## Counting soft modes and paying for them: the kagome layer of FeSn

### The count

Take $N$ sites in $d$ dimensions joined by $N_b$ unstressed central-force springs of stiffness $k$. A bond from $\mu$ to $\nu$ along the unit vector $\hat e$ lengthens, to first order, by $\hat e\cdot(\mathbf u_\nu-\mathbf u_\mu)$. These relations form the real $N_b\times dN$ compatibility matrix $C$. The energy is $\tfrac12 k\,u^TC^TCu$, and bond tensions $t$ exert site forces $-C^Tt$. A zero mode is a vector of $\ker C$ (dimension $N_0$, rigid motions included). A state of self-stress is a vector of $\ker C^T$ (dimension $N_{ss}$). Since $C$ and $C^T$ share one rank $r$, rank-nullity gives $N_0=dN-r$ and $N_{ss}=N_b-r$, and so
$$N_0-N_{ss}=dN-N_b .\tag{1}$$
This is Maxwell's rule of 1864 in the form completed by Calladine in 1978. In a crystal with $n$ sites and $n_b$ bonds per cell, Bloch waves split $C$ into blocks $C(\mathbf q)$ of size $n_b\times dn$, and the same argument, with $C^\dagger$ for $C^T$, gives
$$n_0(\mathbf q)-n_{ss}(\mathbf q)=dn-n_b .\tag{2}$$
With mean coordination $z=2n_b/n$, a lattice with $z<2d$ has at least $n(d-z/2)$ zero modes at every $\mathbf q$. Rigidity therefore needs $z\ge 2d$. The condition is necessary and not sufficient, because (2) fixes a difference. At $z=2d$ every state of self-stress brings a zero mode with it.

FeSn stacks Fe$_3$Sn layers, in which Fe forms a kagome net with Sn at the hexagon centres, and honeycomb Sn$_2$ layers. For in-plane motion of the bare Fe net, $n=3$, $n_b=6$ and $dn-n_b=0$. Adding the in-plane Sn and its six Fe–Sn bonds gives $8-12=-4$, an overconstrained layer. The oxygen net of idealised $\beta$-cristobalite SiO$_2$, with O–O springs along the tetrahedron edges, is the three-dimensional analogue of the bare net, with $12-12=0$.

### Straight lines and the factorised determinant

Let $\hat e_1,\hat e_2,\hat e_3$ be unit vectors at $120^\circ$, $\mathbf a_i=a\hat e_i$ the lattice vectors and $\theta_i=\mathbf q\cdot\mathbf a_i$, so that $\theta_1+\theta_2+\theta_3=0$. Every Fe lies on two straight bond lines, $i$ and $j$. Let $T$ map its displacement to the projections $(\hat e_i\cdot\mathbf u,\hat e_j\cdot\mathbf u)$. Per site, $TT^T$ has diagonal 1, off-diagonal $-\tfrac12$ and determinant $\tfrac34$. Bonds of a line along $\hat e_i$ see only projections on $\hat e_i$, so $C(\mathbf q)=K(\mathbf q)T$, where $K$ is the direct sum of three two-site chains,
$$K_i=\begin{pmatrix}-1&1\\ e^{i\theta_i}&-1\end{pmatrix},\qquad |\det C|^2=\frac{27}{64}\prod_{i=1}^3 4\sin^2\frac{\theta_i}{2}.$$
Equal tension along one closed straight line balances at every site. Bloch sums of such states exist where $\theta_i=0$, and (2) forces a zero mode there. The zero modes fill lines of the zone perpendicular to the bond lines, and planes in three dimensions. On an $L\times L$ periodic supercell, the $3(L-1)$ line points away from $\Gamma$ carry one zero mode each and $\Gamma$ carries three, so $N_0=N_{ss}=3L$, one per closed line.

### A solvable model and its exact answer

The Sn cage lifts these modes. Freeze the Sn and tie each Fe to its site by the tensor $\varepsilon k(\hat e_i\hat e_i^T+\hat e_j\hat e_j^T)$. Its axes are those fixed by the site symmetry, along and across the in-plane Fe–Sn bond, and its principal values are set to the ratio 1:3 for solvability. With $\omega_0^2=k/m$ the dynamical matrix is $D=\omega_0^2\,T^T(K^\dagger K+\varepsilon)T$. Define $\kappa$ by $2\cosh\kappa=2+\varepsilon$. Each chain has determinant $(2+\varepsilon)^2-|1+e^{i\theta}|^2=2\cosh2\kappa-2\cos\theta$, so that
$$\det\frac{D}{\omega_0^2}=\frac{27}{64}\prod_i e^{2\kappa}\left|1-e^{-2\kappa}e^{i\theta_i}\right|^2 .\tag{3}$$
The target is the logarithmic mean frequency of the six bands, $\ln\omega_{\ln}=\tfrac1{12}\langle\ln\det D\rangle$, averaged over the zone. It fixes the classical entropy per mode, $k_B[1-\ln(\hbar\omega_{\ln}/k_BT)]$. The series of $\ln(1-ye^{i\theta})$ for $y<1$ has no constant term, so each chain contributes $2\kappa$ and
$$\ln\frac{\omega_{\ln}}{\omega_0}=\frac14\ln\frac34+\frac{\kappa}{2},\qquad \kappa=2\,\mathrm{arsinh}\frac{\sqrt\varepsilon}{2}.\tag{4}$$
The first term is $-0.07192$. Two cases are followed. A nearly isostatic net with $\varepsilon=0.01$ has $\kappa=0.09996$ and exact value $-0.02194$. A firm cage with $\varepsilon=\tfrac12$ has $\kappa=\ln2$ and exact value $\tfrac14\ln3=0.27465$. The deviation $\delta$ of a method is its $\ln\omega_{\ln}$ minus (4). It is the relative error of $\omega_{\ln}$ when small, and minus the entropy error per mode in $k_B$.

Work is counted in real multiply-adds at leading order. A Cholesky factorisation of a real symmetric matrix of order $M$ needs $\sum_j j^2/2\simeq M^3/6$, and a complex Hermitian one four times as many. The unit of work is one complex $6\times6$ factorisation, 144 multiply-adds. Assembly of the matrices is not counted. It adds a fixed amount per $\mathbf q$ point.

### Method A: factorise the supercell

The algorithm behind (1) takes the whole matrix of order $M=6L^2$. With pivoting, the factorisation of $C^TC$ yields the rank, and for $\varepsilon>0$ its diagonal yields $\ln\det D$. The work is $36L^6$ multiply-adds, or $W_A=L^6/4$ units, and the memory is $M^2/2=18L^4$ words. Ordering the cells row by row gives a band of width $\propto L$, with work $\propto L^4$ and memory $\propto L^3$. Translation symmetry is not used.

The periodic supercell samples $\theta_i=2\pi(j_i+s_i)/L$ with $s_i=0$. For any shift, $\prod_{j=0}^{L-1}(1-ye^{2\pi i(j+s)/L})=1-y^Le^{2\pi is}$, and each $\theta_i$ takes each of its $L$ values equally often. Then (3) gives, with $x=e^{-2\kappa L}$,
$$\delta=\frac{1}{12L}\sum_{i=1}^{3}\ln\left(1-2x\cos2\pi s_i+x^2\right),\qquad \delta_\Gamma=\frac{\ln(1-x)}{2L}.\tag{5}$$
The deviation is negative because the supercell puts $3L$ modes at the very bottom of the soft valleys. It falls exponentially only once $L$ exceeds $1/2\kappa$. The rate is the distance $2\kappa$ of the branch points of $\ln\det D$ from the real $\theta$ axis. At $\varepsilon=0$ the determinant vanishes, and the count tells us to discard $3L$ modes. From $\prod_{j=1}^{L-1}2\sin(\pi j/L)=L$ the three line families then contribute $6L\ln L$ to a sum over about $6L^2$ values of $\ln\omega^2$. The deviation becomes $\ln L/2L+O(1/L)$, positive and slow.

### Method B: factorise the Bloch blocks

The algorithm behind (2) treats one $6\times6$ block at a time, for one unit of work per point and 36 words of memory whatever $L$. A $\Gamma$-centred mesh reproduces method A exactly, deviation included. Its symmetry group consists of the six permutations of the $\theta_i$ and their products with inversion. The number of orbits is the mean number of fixed points over the group. The identity fixes $L^2$ points, each of six mirrors $L$, the inversion $\gcd(2,L)^2$, each threefold rotation $\gcd(3,L)$ and each sixfold rotation one. The total, divided by 12, equals $n_\Gamma=\mathrm{round}[(L+3)^2/12]$.

A shifted mesh avoids the soft lines. The shifts must add to an integer, so $s_1=s_2=\tfrac12$ returns the third family to $s_3=0$. The choice $s_i=\tfrac13$ treats all three alike, and (5) gives
$$\delta_{1/3}=\frac{\ln(1+x+x^2)}{4L}\le\frac{\ln 3}{4L}.$$
It stays finite at $\varepsilon=0$ and tends to $-\delta_\Gamma/2$ at small $x$. Inversion no longer maps the mesh onto itself, and the six permutations leave $n_{1/3}=\lfloor(L^2+3L+2)/6\rfloor$ points. At a fixed large number $n$ of points the $\Gamma$ mesh has $L\simeq\sqrt{12n}$ and the shifted one $L\simeq\sqrt{6n}$, so the larger exponent eventually outweighs the factor of two. Setting $x/2L=\eta$ gives the $\Gamma$ mesh needed for a tolerance $\eta$ as $L=\mathcal W(\kappa/\eta)/2\kappa$, with $\mathcal W$ the Lambert function. For $\varepsilon=0.01$ and $\eta=10^{-6}$ this is 46.4. The work grows as $\mathcal W^2/48\varepsilon$ for B and as $\mathcal W^6/256\varepsilon^3$ for A when $\varepsilon$ is small.

### Method C: let the count locate the singularity

The bare net has the closed-form average $\tfrac14\ln\tfrac34$, and the count says that one band per line is soft. At a point of the line $\theta_1=0$, find the normalised zero mode $u$ and self-stress $\sigma$. To lowest order the soft eigenvalue of $D/\omega_0^2$ is $u^\dagger Pu+|\sigma^\dagger(\partial C/\partial\theta_1)u|^2\theta_1^2$, where $kP$ is the pinning matrix. Here $Tu$ is uniform on chain 1 and zero on the others. The diagonal of $(TT^T)^{-1}$ is $\tfrac43$, so $|Tu|^2=\tfrac34$. The lower chain eigenvalue is $2-2\cos(\theta_1/2)\simeq\theta_1^2/4$. The soft eigenvalue is thus $\tfrac34(\varepsilon+\theta_1^2/4)$, and pinning multiplies it by $1+4\varepsilon/\theta_1^2$. With
$$\int_{-\infty}^{\infty}\frac{d\theta}{2\pi}\ln\left(1+\frac{4\varepsilon}{\theta^2}\right)=2\sqrt\varepsilon$$
for each of three lines, $\ln\omega_{\ln}$ rises by $\sqrt\varepsilon/2$. The square root is the mark of soft lines. Comparison with (4) gives
$$\delta_C=\tfrac12\left(\sqrt\varepsilon-\kappa\right)=\varepsilon^{3/2}/48+O(\varepsilon^{5/2}).$$
This is $2.1\times10^{-5}$ at $\varepsilon=0.01$ and $7.0\times10^{-3}$ at $\varepsilon=\tfrac12$. The work per line point is a complex LU factorisation (2 units), two triangular solves (1 unit together) and two sparse products, about 4 units in all, with 72 words of memory. The three lines are equivalent, and $u$ and $\sigma$ are confined to one chain family, so gap and slope are constant along the line and one point suffices. No further work of this kind lowers $\delta_C$.

That floor is flattered by the 1:3 tensor. Another ratio adds a coupling $\varepsilon'$ between the two projections at each site. Its first-order effect on $\ln\det D$ vanishes, since the chain propagator does not connect different lines. At second order two lines meet at one site only, which gives $-\varepsilon'^2g^2$ per site, with $g=1/(2\sinh\kappa)$ the on-site propagator. The shift of $\ln\omega_{\ln}$ is $-\varepsilon'^2/(16\sinh^2\kappa)$, with $\sinh^2\kappa=\varepsilon+\varepsilon^2/4$. Isotropic pinning corresponds to $(TT^T)^{-1}$ and has $\varepsilon'=\varepsilon/2$. The shift is then about $-\varepsilon/64$, namely $-1.6\times10^{-4}$ at $\varepsilon=0.01$ and $-6.9\times10^{-3}$ at $\varepsilon=\tfrac12$. Closed triangles of lines add terms of the same order in $\varepsilon$. Method C misses all of these, so its general floor is $O(\varepsilon)$. Methods A and B include them at no extra cost.

### Cost and deviation

Work is in units of 144 multiply-adds. Method A has the deviation $\delta_\Gamma$.

| $L$ | $W_A$ | $n_\Gamma$ | $n_{1/3}$ | $\delta_\Gamma$, $\varepsilon=0.01$ | $\delta_{1/3}$, $\varepsilon=0.01$ | $\delta_\Gamma$, $\varepsilon=\frac12$ | $\delta_{1/3}$, $\varepsilon=\frac12$ |
|---|---|---|---|---|---|---|---|
| 2 | 16 | 2 | 2 | $-0.28$ | $0.094$ | $-0.016$ | $8.0\times10^{-3}$ |
| 4 | 1024 | 4 | 5 | $-0.075$ | $0.031$ | $-4.9\times10^{-4}$ | $2.4\times10^{-4}$ |
| 8 | 65536 | 10 | 15 | $-0.014$ | $6.8\times10^{-3}$ | $-9.5\times10^{-7}$ | $4.8\times10^{-7}$ |
| 16 | $4.2\times10^{6}$ | 30 | 51 | $-1.3\times10^{-3}$ | $6.5\times10^{-4}$ | $-7.3\times10^{-12}$ | $3.6\times10^{-12}$ |
| 32 | $2.7\times10^{8}$ | 102 | 187 | $-2.6\times10^{-5}$ | $1.3\times10^{-5}$ | below $10^{-16}$ | below $10^{-16}$ |

At $L=32$ method A also stores $1.9\times10^7$ words.

### Cheapest choice for a stated accuracy

Each entry gives the smallest $L$ with $|\delta|\le\eta$ and its work in brackets.

| $\eta$ | best mesh, $\varepsilon=0.01$ | A, $\varepsilon=0.01$ | best mesh, $\varepsilon=\frac12$ | A, $\varepsilon=\frac12$ |
|---|---|---|---|---|
| $10^{-2}$ | shifted 7 (12) | 10 ($2.5\times10^5$) | shifted 2 (2) | 3 (182) |
| $10^{-3}$ | $\Gamma$ 17 (33) | 17 ($6.0\times10^6$) | $\Gamma$ 4 (4) | 4 (1024) |
| $10^{-4}$ | $\Gamma$ 27 (75) | 27 ($9.7\times10^7$) | $\Gamma$ 5 (5) | 5 (3906) |
| $10^{-6}$ | $\Gamma$ 47 (208) | 47 ($2.7\times10^9$) | $\Gamma$ 8 (10) | 8 (65536) |

For $\varepsilon=0.01$, method C at about 4 units is the cheapest choice for $10^{-2}$, $10^{-3}$ and $10^{-4}$. The last of these holds for the 1:3 tensor only, since the second-order term of an isotropic tensor already exceeds $10^{-4}$. At $10^{-6}$ the $\Gamma$ mesh with 208 points is cheapest. For $\varepsilon=\tfrac12$, method C meets $10^{-2}$ alone, and there two shifted points do as well, so method B takes every row. The shifted mesh wins only at the loosest tolerance, and by small margins. At $\varepsilon=0.01$ the $\Gamma$ mesh with $L=10$ needs 14 points against its 12.

### Best choice inside a budget

| budget (units) | best, $\varepsilon=0.01$ | A, $\varepsilon=0.01$ | best, $\varepsilon=\frac12$ | A, $\varepsilon=\frac12$ |
|---|---|---|---|---|
| 4 | C, $2.1\times10^{-5}$ | $L=1$, $-0.85$ | $\Gamma$ 4, $-4.9\times10^{-4}$ | $-0.14$ |
| 20 | C, $2.1\times10^{-5}$ | $L=2$, $-0.28$ | $\Gamma$ 12, $-2.5\times10^{-9}$ | $-0.016$ |
| 200 | $\Gamma$ 46, $-1.1\times10^{-6}$ | $L=3$, $-0.13$ | $\Gamma$ 46, below $10^{-16}$ | $-2.6\times10^{-3}$ |

With 20 units the best mesh at $\varepsilon=0.01$ is $\Gamma$ 12, with 19 points and $\delta=-4.0\times10^{-3}$, far behind method C. A mesh first overtakes C at $L=33$, for 108 units. Method A is never the choice for a perfect crystal beyond $L=1$, where it coincides with the single point $\Gamma$. It is the one method of the three that survives vacancies or disorder, where (1) still holds and (2) has no blocks to act on.

### Numbers for the FeSn layer

The assumed inputs are $m=55.845$ u, $k=2$ eV/Å$^2$ and $\varepsilon=\tfrac12$, which give $\hbar\omega_0=12.24$ meV. The highest eigenvalue of $D/\omega_0^2$ is bounded by the product of the norms, $\tfrac32(4+\varepsilon)=6.75$, and the breathing mode of the triangles at $\Gamma$ attains the bound, at 31.8 meV. The stiffness was so chosen that this top lies near 30 meV, a typical upper edge for Fe vibrations in Fe–Sn intermetallics, so the value tests nothing. From (4) the model has $\hbar\omega_{\ln}=3^{1/4}\hbar\omega_0=16.1$ meV, against 11.4 meV for the bare net. At 300 K the classical entropy is $1.47\,k_B$ per mode. The leading quantum correction is $\langle(\hbar\omega/k_BT)^2\rangle/24$. The trace of $D$ gives $\langle\omega^2\rangle=(2+\varepsilon)\omega_0^2$ without any mesh, and the correction is $0.023\,k_B$ per mode. It must be added before an entropy is quoted to $10^{-2}k_B$.

These numbers are the model's. It freezes the Sn, and so lacks acoustic branches, and it leaves out motion along the stacking axis. Even within in-plane pinning, the shape of the tensor moves $\ln\omega_{\ln}$ by about $7\times10^{-3}$. A tolerance of $10^{-3}$, or 0.016 meV, already lies below that, and four irreducible points of the $4\times4$ $\Gamma$-centred mesh reach it, for $1/256$ of the work of the equivalent supercell.